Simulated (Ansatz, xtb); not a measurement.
Two isomers of C6H6SeSi

Structure X is `C#Cc1cc[se]c1[SiH3]`, a singlet and structure Y is `C#Cc1c[se]cc1[SiH3]`, a singlet. Both are isolated molecules in the gas phase, relaxed with B3LYP/def2-SVP.

X (Å):

```xyz
14

C    -0.2839   -2.9035   -0.2201
C     0.0592   -1.7516   -0.3985
C     0.4576   -0.3963   -0.6177
C     1.2468    0.3407    0.3390
C     1.5413    1.6222   -0.0263
C     0.1125    0.3046   -1.7693
Se    0.8144    2.0446   -1.6935
Si   -0.8957   -0.3040   -3.2297
H    -0.5870   -3.9214   -0.0624
H     1.5771   -0.1049    1.2793
H     2.1203    2.3523    0.5385
H    -2.2692   -0.6985   -2.8046
H    -0.9922    0.8152   -4.2116
H    -0.2389   -1.4714   -3.8846
```

Y (Å):

```xyz
14

C    -1.2330   -2.4391    0.1158
C    -0.7099   -1.3589   -0.0726
C    -0.0880   -0.0952   -0.3185
C    -0.0722    0.9204    0.6137
C     1.1076    1.4850   -1.6010
C     0.5796    0.2206   -1.5748
Se    0.8138    2.4327   -0.0118
Si    0.7219   -0.9617   -3.0345
H    -1.6959   -3.3930    0.2845
H    -0.5119    0.8884    1.6095
H     1.6509    1.9540   -2.4214
H     1.4606   -2.2005   -2.6563
H    -0.6229   -1.3488   -3.5493
H     1.4726   -0.2558   -4.1136
```

Quicker runs give these differences E(Y) − E(X): GFN2-xTB −0.063 eV; HF/STO-3G +0.009 eV (at GFN2-xTB geometries); r2SCAN-D4/def2-SVP +0.057 eV (at GFN2-xTB geometries).

Q: Which of the two would you expect CCSD(T)/def2-SVP + ΔMP2/def2-TZVPP electronic energies to favour?

A: Structure X; the calculation gives E(Y) − E(X) = +0.075 eV.

How the difference moves with the method:

```tsv
level	geometry	E(Y) − E(X) (eV)	departure from the last row (eV)	job, with rough time for the two
GFN2-xTB	GFN2-xTB	−0.063	−0.138	optimisation, 0.32 s
HF/STO-3G	GFN2-xTB	+0.009	−0.066	single point, 1.4 s
r2SCAN-D4/def2-SVP	GFN2-xTB	+0.057	−0.019	single point, 13 s
B3LYP/def2-SVP	B3LYP/def2-SVP	+0.073	−0.003	optimisation, 3.1 min
HF/def2-SVP	B3LYP/def2-SVP	+0.061	−0.014	part of the CCSD(T) run
MP2/def2-SVP	B3LYP/def2-SVP	+0.089	+0.014	part of the CCSD(T) run
CCSD(T)/def2-SVP	B3LYP/def2-SVP	+0.067	−0.009	single point
CCSD(T)/def2-SVP + ΔMP2/def2-TZVPP	B3LYP/def2-SVP	+0.075		single point, 5.9 min
```

As drawn, both hold the same kinds of bond in the same numbers.

GFN2-xTB puts the two in the other order. HF/STO-3G finds them nearly level. The largest departure from CCSD(T)/def2-SVP + ΔMP2/def2-TZVPP is that of GFN2-xTB, 0.138 eV. The last row adds to CCSD(T) the change of the MP2 difference between the two basis sets, here +0.009 eV.

With thermal terms from frequencies at re-optimised GFN2-xTB minima (ideal gas, soft modes damped towards free rotors, one conformer each, 298.15 K, 1 atm): the zero-point term adds 0.000 eV; ΔH is +0.071 and ΔG +0.080 eV.

The correlated steps freeze 20 core orbitals; the filled d shell of Se is correlated, in a basis made for valence electrons. Codes used: Ansatz 0.2.0, xtb 6.7.1; the last row on 2 threads of Arm Neoverse V1 on a shared host.

Structure X, with the silyl group next to selenium, is modestly favoured over Y, where silyl sits one carbon further away. Ethynyl occupies a β position and neighbours silyl in both, so the contrast lies mainly in the silyl site. The α carbon of selenophene better accommodates negative charge, as the easier α-deprotonation of the ring shows, and electropositive silicon probably gains from bonding there. Different steric contact or conjugation across the shorter α–β bond may also contribute, and the energies alone can't separate these effects.

Hartree–Fock in the def2-SVP basis already gives +0.061 eV, so the preference doesn't depend on electron correlation. r2SCAN-D4 also favours X at the GFN2-xTB geometries, which suggests that the reversed tight-binding order comes chiefly from its energy model rather than its structures. The zero-point contribution cancels, and the free-energy difference still favours X. This is a thermodynamic preference between two isomers, and it doesn't predict which one a kinetically controlled synthesis would deliver.
